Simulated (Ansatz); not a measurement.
# A series in volume per atom on Ir2O3

Equation of state of a cubic crystal from periodic Kohn-Sham density functional theory without spin; pressure corrected for the finite basis. The results are calculated, by Ansatz 0.2.0 development build.

Cell of the first row (space group Pn-3m, No. 224):
```
Ir2O3
1.0
      4.7089     0.0000     0.0000
      0.0000     4.7089     0.0000
      0.0000     0.0000     4.7089
Ir O
4 6
Direct
  0.25000 0.25000 0.25000
  0.75000 0.75000 0.25000
  0.75000 0.25000 0.75000
  0.25000 0.75000 0.75000
  0.50000 0.00000 0.00000
  0.00000 0.50000 0.00000
  0.00000 0.00000 0.50000
  0.50000 0.50000 0.00000
  0.50000 0.00000 0.50000
  0.00000 0.50000 0.50000
```

Settings of every row: formula Ir2O3; structure type cubic X2O3; functional PBE; spin treatment none; k mesh 12x12x12; occupation method fermi-dirac; occupation width 0.061225619 eV; wave cutoff 700 eV; datasets soft-1 PAW; density cutoff ratio 4.

Limits: a cubic model structure, not a phase known at ambient conditions; modest k-mesh, values are not fully converged in k; no spin-orbit coupling, which can matter with elements this heavy.

| row | volume per atom (Å³) | energy above lowest point (meV/atom) | pressure (GPa) |
| --- | --- | --- | --- |
| 1 | 10.441 | 34.71 | 18.051 |
| 2 | 10.664 | 14.52 | 11.207 |
| 3 | 10.886 | 3.28 | 5.122 |
| 4 | 11.108 | 0 | -0.284 |
| 5 | 11.33 | ? | ? |
| 6 | 11.552 | 13.85 | -9.339 |
| 7 | 11.774 | 29.46 | -13.109 |

Question: what energy above lowest point and pressure should row 5 give?

Worked fit of energy above lowest point. Take u = (V_r/V)^(2/3) − 1 with V_r = 10.997 Å³ an atom, which is twice the finite (Eulerian) strain; such expansions in the strain, on which the Birch-Murnaghan equation of state is built, carry the rest volume and the bulk modulus. The shown rows have u = 0.03519, 0.02071, 0.00679, -0.00667, -0.03229, -0.04449. Least squares give energy above lowest point = 0.717 + 241.07 × u + 20313.9 × u² + 8320 × u³ meV/atom; a parabola predicts inner rows, each left out in turn, worse (root mean square 0.16 against 0.038 meV/atom). The rows lie off it by -0.01, 0.02, -0.01, -0.01, 0.02, -0.01. Its lowest point lies at u = -0.0060, or V = 11.1 Å³ an atom, and the curvature there gives the bulk modulus at fixed shape and fractions, B = (4/9)(1 + u)² E″(u)/V = 256 GPa. The withheld row has u = -0.01969, so the fit gives 0.717 + 241.07 × (-0.01969) + 20313.9 × (-0.01969)² + 8320 × (-0.01969)³ = 3.78 meV/atom.

The calculation gave 3.79 meV/atom. The fit lies 0.01 meV/atom (0.029 % of the column's range) below it, one unit of the last digit.

Worked fit of pressure. Take u = (V_r/V)^(2/3) − 1 with V_r = 10.997 Å³ an atom, which is twice the finite (Eulerian) strain; such expansions in the strain, on which the Birch-Murnaghan equation of state is built, carry the rest volume and the bulk modulus. The shown rows have u = 0.03519, 0.02071, 0.00679, -0.00667, -0.03229, -0.04449. Least squares give pressure = 2.3419 + 402.441 × u + 1245.07 × u² GPa; a straight line predicts inner rows, each left out in turn, worse (root mean square 0.78 against 0.015 GPa). The rows lie off it by 0.005, -0.003, -0.010, 0.003, 0.016, -0.011 (root mean square 0.0093 GPa). The pressure vanishes at u = -0.0059, or V = 11.1 Å³ an atom, and there the bulk modulus at fixed shape and fractions is B = −V dP/dV = (2/3)(1 + u) dP/du = 257 GPa. The withheld row has u = -0.01969, so the fit gives 2.3419 + 402.441 × (-0.01969) + 1245.07 × (-0.01969)² = -5.099 GPa.

The calculation gave -5.083 GPa. The fit lies 0.016 GPa (0.051 % of the column's range) below it; its largest miss of a shown row is 0.016 GPa.
